# Thermal displacement of an Einstein oscillator and Bloch's Gaussian distribution

An atom in a crystal vibrates about its lattice site, and the spread of its position enters routine metrology. It weakens X-ray reflections through the Debye–Waller factor, and it is the input for the random displacements in frozen-phonon simulations of electron-microscope images. The simplest model is Einstein's (1907): one atom moves in a fixed harmonic well with a single frequency. For it the position distribution is known exactly. It is a Gaussian at every temperature, as Bloch showed in 1932, with variance

$$\sigma^2=\langle x^2\rangle=\frac{\hbar}{2M\omega}\coth\frac{\Theta_E}{2T},\qquad \Theta_E=\frac{\hbar\omega}{k_B}.$$

The model suits a heavy atom loosely bound in a stiff cage, such as La in the filled skutterudite LaFe$_4$Sb$_{12}$, where the guest is called a rattler. It also suits a light atom with a high local frequency, such as H on a silicon dangling bond.

## 1. Premises and conventions

1. The electrons follow the nuclei adiabatically, so the atom moves on one potential-energy surface.
2. The neighbours are fixed at their mean positions. Section 7 relaxes this.
3. The potential is quadratic in the displacement $x$ from its minimum, with force constant $k=M\omega^2$. Here $M$ is the mass and $\omega$ the angular frequency in rad/s.
4. The oscillator is in thermal equilibrium with a bath at temperature $T$, coupled so weakly that its levels are unchanged. Its state is the canonical operator $e^{-\beta H}/Z$, with $\beta=1/k_BT$ and $Z=\mathrm{Tr}\,e^{-\beta H}$.

The Hamiltonian for one Cartesian direction is

$$H=\frac{p^2}{2M}+\frac12M\omega^2x^2 .$$

Define the oscillator length $\ell=\sqrt{\hbar/M\omega}$ and the dimensionless variables $\xi=x/\ell$ and $\tau=\beta\hbar\omega=\Theta_E/T$. With $p=-i\hbar\,\partial_x$,

$$\beta H=\tau\hat h,\qquad \hat h=\frac12\left(-\frac{\partial^2}{\partial\xi^2}+\xi^2\right).$$

Two standard facts are used. The eigenvalues of $\hat h$ are $n+\frac12$ with $n=0,1,2,\dots$, and its real normalised eigenfunctions $\psi_n(\xi)$ form a complete set. The quantity sought is the probability density of position, which weights the density of each level by its Boltzmann factor:

$$P(\xi)=\frac1Z\sum_{n=0}^\infty e^{-\tau(n+1/2)}\,\psi_n(\xi)^2 .\tag{1}$$

## 2. The variance from level counting

The partition function is a geometric series:

$$Z=\sum_n e^{-\tau(n+1/2)}=\frac{e^{-\tau/2}}{1-e^{-\tau}}=\frac{1}{2\sinh(\tau/2)} .\tag{2}$$

The mean of $n+\frac12$ follows by differentiation, because each $\tau$-derivative brings down $-(n+\frac12)$:

$$\bar n+\frac12=-\frac{d\ln Z}{d\tau}=\frac12\coth\frac\tau2,\qquad \bar n=\frac1{e^\tau-1}.\tag{3}$$

Write $\xi=(a+a^\dagger)/\sqrt2$ with ladder operators obeying $[a,a^\dagger]=1$ and $a^\dagger a|n\rangle=n|n\rangle$. In $\xi^2$ the terms $a^2$ and $a^{\dagger2}$ change $n$ by two and have no diagonal element. The rest is $\frac12(aa^\dagger+a^\dagger a)=a^\dagger a+\frac12$, so $\langle n|\xi^2|n\rangle=n+\frac12$. The mean $\langle\xi\rangle$ vanishes by parity. Averaging over levels and restoring units gives

$$\sigma^2=\ell^2\left(\bar n+\frac12\right)=\frac{\hbar}{2M\omega}\coth\frac{\Theta_E}{2T}.\tag{4}$$

This fixes the width but not the shape. Only the ground state has a Gaussian density, and level $n$ has $n$ nodes. The fourth moment hints at what the thermal sum does. Collecting the six terms of $(a+a^\dagger)^4$ that contain two $a$ and two $a^\dagger$ gives $6n^2+6n+3$, so $\langle n|\xi^4|n\rangle=\frac34(2n^2+2n+1)$. The variance of $n$ is $d^2\ln Z/d\tau^2=-d\bar n/d\tau=\bar n(\bar n+1)$, hence $\overline{n^2}=2\bar n^2+\bar n$. Then

$$\langle\xi^4\rangle=\frac34\left(4\bar n^2+4\bar n+1\right)=3\left(\bar n+\frac12\right)^2=3\langle\xi^2\rangle^2,$$

which is the relation a Gaussian obeys. The next section proves the shape for all moments at once.

## 3. The full distribution from the Bloch equation

**Step 1: a kernel and its equation.** Generalise the sum in (1) to two points:

$$K(\xi,\eta;\tau)=\sum_n e^{-\tau(n+1/2)}\,\psi_n(\xi)\psi_n(\eta),$$

so that $P(\xi)=K(\xi,\xi;\tau)/Z$. In each term $\partial_\tau$ gives $-(n+\frac12)$, and $\hat h$ acting on $\psi_n(\xi)$ gives $+(n+\frac12)$. Completeness fixes the limit $\tau\to0^+$. Therefore

$$\frac{\partial K}{\partial\tau}=\frac12\frac{\partial^2K}{\partial\xi^2}-\frac12\xi^2K,\qquad K\to\delta(\xi-\eta)\ \text{ as }\ \tau\to0^+ .\tag{5}$$

This is the Bloch equation. It has the form of a diffusion equation with a position-dependent loss term, and inverse temperature plays the role of time.

**Step 2: uniqueness.** Let $\tilde K$ be any solution of (5) that decays rapidly in $\xi$, and set $c_n(\tau)=\int\psi_n\tilde K\,d\xi$. Two integrations by parts move $\hat h$ onto $\psi_n$, so $dc_n/d\tau=-(n+\frac12)c_n$. The initial condition gives $c_n(0^+)=\psi_n(\eta)$. Thus $c_n=\psi_n(\eta)e^{-\tau(n+1/2)}$, and by completeness $\tilde K=K$. Any trial function that satisfies (5) is therefore the answer.

**Step 3: a Gaussian trial function.** $K$ is symmetric in $\xi$ and $\eta$ and unchanged when both change sign. Try $K=e^S$ with

$$S=-\frac12A(\tau)\left(\xi^2+\eta^2\right)+D(\tau)\,\xi\eta+C(\tau).$$

Since $\partial_\xi^2e^S=(S_{\xi\xi}+S_\xi^2)e^S$, with $S_\xi=-A\xi+D\eta$ and $S_{\xi\xi}=-A$, equation (5) divided by $K$ reads

$$-\frac12A'(\xi^2+\eta^2)+D'\xi\eta+C'=\frac12\left(A^2-1\right)\xi^2-AD\,\xi\eta+\frac12D^2\eta^2-\frac12A ,$$

where primes denote $d/d\tau$. This must hold for all $\xi$ and $\eta$, so the coefficients of $\xi^2$, $\eta^2$, $\xi\eta$ and 1 match separately:

$$A'=1-A^2,\qquad A'=-D^2,\qquad D'=-AD,\qquad C'=-\frac A2 .$$

**Step 4: solution.** The kernel must become infinitely narrow as $\tau\to0^+$, so $A\to+\infty$ there. The solution of $A'=1-A^2$ with this behaviour is $A=\coth\tau$. The second equation gives $D^2=1/\sinh^2\tau$. The positive root $D=1/\sinh\tau$ places the peak at $\xi=+\eta$. It also satisfies the third equation, because $D'=-\cosh\tau/\sinh^2\tau=-AD$. The fourth integrates to $C=-\frac12\ln\sinh\tau+C_0$.

**Step 5: initial condition.** Regroup the quadratic form as $-\frac12D(\xi-\eta)^2-\frac12(A-D)(\xi^2+\eta^2)$, and use $A-D=(\cosh\tau-1)/\sinh\tau=\tanh(\tau/2)$. With $C_0=-\frac12\ln2\pi$,

$$K=\frac{1}{\sqrt{2\pi\sinh\tau}}\exp\left[-\frac{(\xi-\eta)^2}{2\sinh\tau}\right]\exp\left[-\frac12\tanh\frac\tau2\,\left(\xi^2+\eta^2\right)\right].\tag{6}$$

The prefactor and the first exponential form a normalised Gaussian in $\xi-\eta$ of variance $\sinh\tau$, which tends to $\delta(\xi-\eta)$. The last factor tends to 1. Both parts of (5) hold, so (6) equals the sum over levels. It is Mehler's formula for Hermite functions.

**Step 6: the diagonal.** At $\eta=\xi$,

$$K(\xi,\xi;\tau)=\frac{e^{-\xi^2\tanh(\tau/2)}}{\sqrt{2\pi\sinh\tau}} .$$

Its integral is $\sqrt{\pi/\tanh(\tau/2)}/\sqrt{2\pi\sinh\tau}=[2\sinh\tau\tanh(\tau/2)]^{-1/2}$. With $\sinh\tau=2\sinh(\tau/2)\cosh(\tau/2)$ this is $1/[2\sinh(\tau/2)]$, the $Z$ of (2). Dividing by $Z$ and setting $\xi=x/\ell$, with $P(x)\,dx=P(\xi)\,d\xi$, gives Bloch's result:

$$P(x)=\frac1{\sqrt{2\pi\sigma^2}}\exp\left(-\frac{x^2}{2\sigma^2}\right),\qquad \sigma^2=\frac{\ell^2}{2\tanh(\tau/2)}=\frac{\hbar}{2M\omega}\coth\frac{\Theta_E}{2T}.\tag{7}$$

The variance coincides with (4), which was found by a separate route.

The momentum is Gaussian too. With $X=(\xi+\eta)/2$ and $r=\xi-\eta$ one has $\xi^2+\eta^2=2X^2+r^2/2$, and the exponent of (6) becomes $-X^2\tanh(\tau/2)-\frac14r^2\coth(\tau/2)$. The density of the dimensionless momentum $\kappa=p\ell/\hbar$ is the Fourier transform over $r$, integrated over $X$, and is proportional to $e^{-\kappa^2\tanh(\tau/2)}$. Hence $\sigma_p^2=\frac12M\hbar\omega\coth(\Theta_E/2T)$ and $\sigma\sigma_p=\frac\hbar2\coth(\Theta_E/2T)\ge\frac\hbar2$. The uncertainty bound is reached only at $T=0$.

## 4. Low and high temperature

Define the zero-point variance $\sigma_0^2=\hbar/2M\omega=\hbar^2/2Mk_B\Theta_E$. By (3) and (4), $\sigma^2=\sigma_0^2(1+2\bar n)$. For $T\ll\Theta_E$, $\bar n\approx e^{-\Theta_E/T}$, so

$$\sigma^2\approx\sigma_0^2\left(1+2e^{-\Theta_E/T}\right).$$

The atom never comes to rest, and the curve is exponentially flat near $T=0$.

For $T\gg\Theta_E$ insert $\coth y=1/y+y/3-y^3/45+\dots$ with $y=\tau/2$. The leading term is $2\sigma_0^2/\tau=k_BT/M\omega^2$, and

$$\sigma^2=\frac{k_BT}{M\omega^2}\left[1+\frac1{12}\left(\frac{\Theta_E}{T}\right)^2-\frac1{720}\left(\frac{\Theta_E}{T}\right)^4+\dots\right].\tag{8}$$

The leading term is classical equipartition, $\frac12k\langle x^2\rangle=\frac12k_BT$, and (7) then becomes the Boltzmann density $\propto e^{-kx^2/2k_BT}$. Three consequences are useful in practice.

- The high-temperature asymptote is a straight line through the origin with slope $k_B/k=\hbar^2/Mk_B\Theta_E^2$. The zero-point value is not added to it as an offset.
- The first quantum correction is $\hbar^2/12Mk_BT$, which does not depend on $\omega$.
- At fixed force constant the classical variance $k_BT/k$ is independent of mass, while $\sigma_0^2=\hbar/2\sqrt{kM}$ falls as $M^{-1/2}$.

The two asymptotes cross at $T=\Theta_E/2$, where the true variance is $\coth1=1.31$ times either one. Since $\coth y$ exceeds both 1 and $1/y$, the variance lies above both asymptotes everywhere.

## 5. Three dimensions and site symmetry

In three dimensions the potential is $\frac12\sum_{\alpha\beta}\Phi_{\alpha\beta}u_\alpha u_\beta$, with displacement $\mathbf u$ and a symmetric force-constant matrix $\Phi$. Along the principal axes of $\Phi$ the Hamiltonian is a sum of three commuting one-dimensional terms. The operator $e^{-\beta H}$ factorises, and the density is a product of three Gaussians, each with its own frequency in (7).

For LaFe$_4$Sb$_{12}$ the typical structure description is body-centred cubic, space group $Im\bar3$, with La at the origin on a site of symmetry $m\bar3$ inside a cage of twelve Sb atoms. The matrix $\Phi$ must be invariant under the site operations. The mirror $u_x\to-u_x$ reverses $\Phi_{xy}$ and $\Phi_{xz}$, so both vanish, and the mirror $u_y\to-u_y$ removes $\Phi_{yz}$. The threefold axis along $[111]$ permutes $x$, $y$ and $z$ cyclically and makes the diagonal elements equal. The well is isotropic:

$$P(\mathbf u)=(2\pi U)^{-3/2}e^{-|\mathbf u|^2/2U},\qquad U=\sigma^2,\qquad\langle|\mathbf u|^2\rangle=3U .$$

The crystallographic displacement parameter $U$ is the variance along one direction, not the total mean square. The sphere that holds the atom with probability one half has radius $\rho\sigma$, where $\sqrt{2/\pi}\int_0^\rho t^2e^{-t^2/2}dt=\frac12$, which gives $\rho=1.54$.

## 6. The Debye–Waller factor

Elastic scattering with scattering vector $\mathbf q$ weights the amplitude of each atom by $\langle e^{i\mathbf q\cdot\mathbf u}\rangle$, the Fourier transform of $P$. Take $x$ along $\mathbf q$. Completing the square, $iqx-x^2/2U=-(x-iqU)^2/2U-q^2U/2$, and shifting the contour of the Gaussian integral gives

$$\langle e^{i\mathbf q\cdot\mathbf u}\rangle=e^{-W},\qquad W=\frac12q^2U=Bs^2,\qquad B=8\pi^2U .\tag{9}$$

Here $q=4\pi s$ and $s=\sin\theta/\lambda=1/2d$, for Bragg angle $\theta$, wavelength $\lambda$ and spacing $d$ of the reflection $hkl$. The factor $e^{-W}$ multiplies the amplitude of that atom in the structure factor. A reflection falls in intensity by $e^{-2W}$ only if all contributing atoms share the same $W$. The Gaussian shape is what makes $W$ exactly quadratic in $q$.

## 7. Range of validity

**Many frequencies.** In a harmonic crystal the neighbours move. Let $Q_j$ be real mass-weighted normal coordinates with frequencies $\omega_j$. One displacement component of the atom is $u_x=M^{-1/2}\sum_je_jQ_j$, where the $e_j$ form a row of an orthogonal matrix, so $\sum_je_j^2=1$. Each $Q_j$ is an independent oscillator of unit mass obeying (7). The average $\langle e^{iqu_x}\rangle$ is then a product of factors of the form (9), so $u_x$ remains Gaussian, with

$$U=\frac\hbar{2M}\int\frac{g(\omega)}{\omega}\coth\frac{\hbar\omega}{2k_BT}\,d\omega,\qquad g(\omega)=\sum_je_j^2\,\delta(\omega-\omega_j).\tag{10}$$

The shape survives, but the single coth requires the projected density of states $g$ to be one narrow peak. In general the limits are $U=(k_BT/M)\langle\omega^{-2}\rangle$ at high $T$ and $U=(\hbar/2M)\langle\omega^{-1}\rangle$ at $T=0$, with averages over $g$. Because $\langle\omega^{-1}\rangle^2\le\langle\omega^{-2}\rangle$, an Einstein frequency fitted to the high-temperature slope overestimates the zero-point variance. For a Debye spectrum $g=3\omega^2/\omega_D^3$ up to $\omega_D=k_B\Theta_D/\hbar$, the averages are $\langle\omega^{-2}\rangle=3/\omega_D^2$ and $\langle\omega^{-1}\rangle=3/2\omega_D$. The overestimate is then the factor $2/\sqrt3=1.15$, and at high temperature

$$U_D=\frac{3\hbar^2T}{Mk_B\Theta_D^2}.\tag{11}$$

Acoustic modes also remove the exponential flatness at low $T$. In a free-standing two-dimensional layer the in-plane modes have $g\propto\omega$, and (10) diverges logarithmically with sample size at finite $T$.

**Anharmonicity.** On an inversion centre in a rigid cage the cubic terms vanish. To gauge the quartic terms, add $g_4x^4$ to one direction and work classically, for $T\gg\Theta_E$. Let $\sigma^2=k_BT/k$ and $\epsilon=g_4\sigma^4/k_BT$. Expand $e^{-\beta g_4x^4}$ to first order and use the Gaussian moments $3\sigma^4$, $15\sigma^6$ and $105\sigma^8$:

$$\langle x^2\rangle\approx\sigma^2\frac{1-15\epsilon}{1-3\epsilon}\approx\sigma^2(1-12\epsilon),\qquad\langle x^4\rangle\approx\sigma^4\frac{3-105\epsilon}{1-3\epsilon}\approx\sigma^4(3-96\epsilon).$$

The fourth cumulant is $\kappa_4=\langle x^4\rangle-3\langle x^2\rangle^2=-24\epsilon\sigma^4$. The cumulant expansion $\ln\langle e^{iqx}\rangle=-\frac12q^2\langle x^2\rangle+\frac1{24}q^4\kappa_4+\dots$ then gives

$$W\approx\frac12q^2\sigma^2(1-12\epsilon)+\epsilon\,q^4\sigma^4 .\tag{12}$$

The harmonic variance needs $12|\epsilon|\ll1$. Since $\epsilon=g_4k_BT/k^2$ grows linearly with $T$, it fails first at high temperature. At $x=\sigma$ the ratio of quartic to harmonic energy is $2\epsilon$. A 10 per cent change of variance corresponds to $|\epsilon|=1/120$, a ratio of only 1.7 per cent. An off-centre double well lies outside the expansion altogether.

**Thermal expansion.** If $\omega$ depends on volume $V$ with Grüneisen parameter $\gamma=-d\ln\omega/d\ln V$, the classical $U\propto\omega^{-2}$ acquires a relative change $2\gamma\alpha_V\Delta T$ over an interval $\Delta T$, where $\alpha_V$ is the volume expansion coefficient.

**Static disorder.** Vacant cages or alloying shift the well centres from cell to cell. If these shifts are independent of the vibration and have variance $U_s$ per direction, diffraction sees $U+U_s$. The averaged density is Gaussian only if the shifts are. A high-temperature asymptote that misses the origin is the signature of such an offset, provided the two previous effects are small.

**Equilibrium and coupling.** The phonon populations must be thermal, and the linewidth of the mode must be small against $\omega$.

## 8. Numerical illustration

**La in LaFe$_4$Sb$_{12}$.** The assumed inputs are $M=138.9$ u for La and $\Theta_E=80$ K. Einstein temperatures of filler atoms are commonly obtained by fitting (7) to displacement parameters. The value 80 K was chosen because it reproduces the typical room-temperature La displacement parameter, so the results below are the model's and predict nothing independent about that quantity.

The inputs give $M=2.31\times10^{-25}$ kg and $\omega=k_B\Theta_E/\hbar=1.05\times10^{13}$ rad/s, that is $\omega/2\pi=1.67$ THz and $\hbar\omega=1.10\times10^{-21}$ J (6.89 meV). The force constant is $k=M\omega^2=25.3$ N/m. The zero-point variance is $\sigma_0^2=21.8$ pm², so $\sigma_0=4.67$ pm, and the classical slope is $k_B/k=0.546$ pm²/K.

| $T$ (K) | $\bar n$ | $U$ from (7) (pm²) | $k_BT/k$ (pm²) | $\sigma$ (pm) |
|---|---|---|---|---|
| 10 | 0.00034 | 21.8 | 5.46 | 4.67 |
| 40 | 0.157 | 28.7 | 21.8 | 5.35 |
| 80 | 0.582 | 47.2 | 43.7 | 6.87 |
| 300 | 3.27 | 165 | 164 | 12.8 |
| 600 | 7.01 | 328 | 327 | 18.1 |

The third figure only displays the arithmetic of the model. In the classical range $\delta U/U=-2\,\delta\Theta_E/\Theta_E$, so a shift of 4 K in $\Theta_E$ moves $U$ by 10 per cent.

At 300 K the rattler is classical. The first correction in (8) is 0.59 per cent, or 0.97 pm². The root-mean-square excursion in three dimensions is $\sqrt{3U}=22.2$ pm, which is 6.5 per cent of a typical La–Sb distance of 340 pm. The sphere of probability one half has radius 19.7 pm. Equation (9) gives $B=1.30\times10^{-20}$ m². For $d=0.100$ nm, so that $s=5.00$ nm$^{-1}$ and $q=62.8$ nm$^{-1}$, $W=0.325$ and the La amplitude is reduced to 0.722. At 10 K zero-point motion leaves $W=0.043$ and a factor 0.958.

The neglected effects compare as follows. For the cage, assume masses of 55.85 u for Fe and 121.76 u for Sb, whose mean over Fe$_4$Sb$_{12}$ is 105.3 u, and a typical $\Theta_D$ of 300 K. Equation (11) gives a rough average $U_D=46$ pm² at 300 K, or 0.28 of the La value. The cage is therefore far from rigid. La moves with it in the long-wavelength acoustic modes, so the fitted $\Theta_E$ is an effective parameter defined by $\langle\omega^{-2}\rangle$ in (10). It need not equal the frequency of a spectroscopic peak, nor describe the fluctuation of the La–Sb distance. With an assumed $\gamma=2$ and an assumed $\alpha_V=3\times10^{-5}$ K$^{-1}$, expansion raises $U$ by about 4 per cent between 300 K and 600 K. For an illustrative $|\epsilon|=1/120$ at 300 K and $q^2\sigma^2=0.650$, equation (12) changes $W$ by 0.033 through the variance and by 0.0035 through the $q^4$ term. At this $q$ the Gaussian shape is thus much more robust than the harmonic value of its width.

**The Si–H stretch.** A hydrogen-terminated silicon bond shows the opposite limit of the same formula. Here $x$ is the change of bond length and $M$ is replaced by the reduced mass $\mu$ of the pair. With assumed masses of 1.008 u for H and 28.09 u for Si, $\mu=0.973$ u. A typical stretch wavenumber of $\tilde\nu=2.08\times10^5$ m$^{-1}$ gives $\Theta_E=hc\tilde\nu/k_B=2.99\times10^3$ K. The model's zero-point variance is 83 pm², or $\sigma_0=9.1$ pm. The thermal increase $2\bar n$ is $9\times10^{-5}$ at 300 K and 2.8 per cent at 700 K. Equipartition at 300 K gives 17 pm², too small by a factor of 5.0, so classical molecular dynamics misses most of this fluctuation. Replacing H by D (assumed mass 2.014 u, $\mu=1.879$ u) at the same force constant multiplies $\sigma_0^2$ by 0.72, an effect absent from the classical formula. The bond has no inversion centre, so a cubic term survives. A Morse well begins as $\frac12kx^2(1-a_Mx)$, and for an assumed range parameter $a_M=15$ nm$^{-1}$ the expansion parameter is $a_M\sigma_0=0.14$. The mean force vanishes in equilibrium, $k\langle x\rangle-\frac32ka_M\langle x^2\rangle=0$, so the centre of the distribution moves outward by $\frac32a_M\sigma_0^2=1.9$ pm and the Gaussian acquires a skew toward longer bonds.